## How large an active space do the divacancy singlets need?

The neutral axial divacancy in 4H-SiC ($C_{3v}$) has two holes in a gap doublet $e=(x,y)$ above filled $a_1$ levels.

**Doublet only.** Take real orbitals, a static screened interaction and chemists' notation: $U=(xx|xx)$, $U'=(xx|yy)$, $K=(xy|xy)$. The densities $xx-yy$ and $2xy$ are $E$ partners with equal self-interaction, so $2U-2U'=4K$. The spatial states $xy-yx$; $xy+yx$, $xx-yy$; $xx+yy$ give

$$^3A_2:\ U'-K,\qquad ^1E:\ U'+K,\qquad ^1A_1:\ U'+3K.$$

The splittings above the triplet are $2K$ and $4K$. If the true ones are $E_E$ and $E_A$, no $K$ brings the larger error below $|E_A-2E_E|/3$.

**Solvable model.** Three carbon dangling bonds carry an on-site repulsion $3g$, so $U'=K=g/2$ and triplets feel no repulsion: $E(^3A_2)=0$. The $a_1$ bond combination spreads over orbitals $j=1\ldots8$, giving $N=10$ orbitals in all. Assumed inputs: $g=0.6$ eV, weights $w_j=2/3^j$, hole energies $\Delta_j=(0.8+0.4j)$ eV above $e$. At fixed $C_3$ eigenvalue only one doubly occupied combination exists, so $H=D+g|v\rangle\langle v|$, with $D$ the diagonal pair energies $d$. The levels obey $1/g+F(E)=0$, $F=\sum v^2/(d-E)$. With $m$ of the $a_1$ orbitals,

$$F_m^{E}=-\frac1E+\sum_{j\le m}\frac{2w_j}{\Delta_j-E},\qquad F_m^{A}=-\frac2E+\sum_{i,j\le m}\frac{w_iw_j}{\Delta_i+\Delta_j-E}.$$

The lowest roots at $m=8$ are exact: $E_E=280$ meV, $E_A=900$ meV, ratio 3.2. The doublet gives 600 and 1200 meV, and its best $K$ still leaves 113 meV.

**Method B($m$): diagonalise in $n=m+2$ orbitals.** Counts ignore symmetry and the rank-one form and set prefactors to 1. One up and one down hole span $n^2$ states, so memory is $n^4$ numbers and dense work $n^6$ operations. With the omitted tail $R=F_8-F_m$, linearising gives the error $E_m-E\approx R/F_m'$. The omitted weight is about $2\cdot3^{-m}$, so the error falls roughly as $3^{-m}$.

**Method C($m$): B($m$) plus second order in the omitted pair states.** The eigenvector $\propto v/(d-E_m)$ has squared norm $F_m'$ and couples to an outer state by $-v/\sqrt{F_m'}$. With denominators $d-E_m$ this gives $E^C=E_m-R/F_m'$. The next order,

$$E-E^C\approx\frac{RR'}{F_m'^2}-\frac{F_m''R^2}{2F_m'^3},$$

is quadratic in the tail, roughly $9^{-m}$. The coupling block has $n^2(N^2-n^2)$ entries, which adds that much work and raises stored memory to $n^2N^2$.

Errors are the larger magnitude of the two splitting errors, in meV.

| $m$ | B work | B memory | B error | C work | C memory | C error |
|---|---|---|---|---|---|---|
| 0 | 64 | 16 | 320 | 448 | 400 | 692 |
| 1 | 729 | 81 | 107 | 1548 | 900 | 16.9 |
| 2 | 4096 | 256 | 30.2 | 5440 | 1600 | 1.2 |
| 3 | 15625 | 625 | 8.7 | 17500 | 2500 | 0.1 |
| 4 | 46656 | 1296 | 2.5 | 48960 | 3600 | 0.01 |

Full diagonalisation, B(8), takes $10^6$ operations and $10^4$ numbers. C(0) puts $^1E$ below the triplet, so the lowest $a_1$ orbital belongs in the active space.

**Least work for a tolerance.** 150 meV: B(1). 50 meV: C(1), 2.6 times less work than B(2). 5 meV: C(2), 8.6 times less than B(4).

**Best inside a budget.** Work 1000: B(1). Work 2000: C(1). Work $10^4$: C(2). Memory 1000 numbers, work unrestricted: B(3), since 8.7 meV beats the 16.9 meV of C(1). A larger host penalises C alone: its count for $m=2$ stays below that of B(4) only for $N\le51$.

**Limits.** These levels are the model's. The inputs were chosen to put the $^3E$ level $\Delta_1$ just above the typical 1.1 eV zero-phonon line and the singlets near typical calculated values, roughly 0.3 and 0.9 eV, so they test nothing about SiC. The model holds $g$ fixed, whereas constrained-RPA screening changes with $m$, and the cost of screening is not counted. Lattice relaxation, typically of order 0.1 eV, is omitted and exceeds the error of C(1), so going further refines the model more than the defect.